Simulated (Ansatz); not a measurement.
# Abstraction of H: GeH2(GeH3)Cl + B(CH2)(CH3)(SH) → GeH(GeH3)Cl + B(CH3)2(SH)

Species: GeH2(GeH3)Cl, singlet; B(CH2)(CH3)(SH), doublet; GeH(GeH3)Cl, doublet; B(CH3)2(SH), singlet. A radical takes H: the energy is the difference in strength between the Ge–H bond broken and the C–H bond made.

Shapes, held fixed at every level: PBE0-D4/def2-TZVP. Flexible molecules stand in one conformer, not always the lowest. Programs: Ansatz 0.2.0. Electronic energies: no zero-point or thermal term.

Q: Estimate ΔE of this reaction.

A: The highest level, CCSD(T)/def2-TZVPP, gives ΔE = -66.5 kJ/mol; the levels span -88.6 to -43.6. The column of differences is taken from that level and isn't an error. No measured value is set beside it here. Open shells run unrestricted. Relativity is left out for Ge. Outer-core shells of Ge are correlated in most correlated rows, in sets that cover them unevenly.

| level | kind | ΔE (kJ/mol) | less CCSD(T)/def2-TZVPP |
| --- | --- | --- | --- |
| MP2/def2-TZVPP | perturbation theory | -75.4 | -8.9 |
| HF/def2-TZVPP | Hartree–Fock | -43.6 | +22.9 |
| SPW92/def2-TZVPP | LDA | -88.6 | -22.1 |
| PBE-D4/def2-TZVPP | GGA | -79.3 | -12.8 |
| r2SCAN0-D4/def2-TZVPP | global hybrid | -66.4 | +0.1 |
| CCSD(T)/def2-SVP | coupled cluster or CI | -68.6 | -2.1 |
| CCSD/def2-SVP | coupled cluster or CI | -66.0 | +0.5 |
| CCSD(T)/def2-TZVPP | coupled cluster or CI | -66.5 | 0.0 |

Every level makes hydrogen transfer from germanium to carbon exothermic, with CCSD(T)/def2-TZVPP giving -66.5 kJ/mol. The main reason is the weaker Ge–H bond: germanium's diffuse valence orbitals overlap less well with hydrogen 1s than carbon's compact ones do. The carbon radical is itself stabilised by delocalisation into the formally empty boron p orbital, which sulfur lone-pair donation partly fills. This lowers the energy gained on forming C–H, but not enough to reverse the preference.

Hartree–Fock gives the right direction but too little driving force, probably because it misses more correlation energy in the C–H bond formed than in the Ge–H bond broken. The close match between CCSD/def2-SVP and the highest level reflects cancellation: perturbative triples make the reaction more exothermic, while enlarging the basis at CCSD(T) makes it less so. The near-coincidence of r2SCAN0-D4 with CCSD(T) likewise doesn't establish its accuracy for other germanium hydrides. The exothermicity indicates a thermodynamic preference, not a low abstraction barrier.
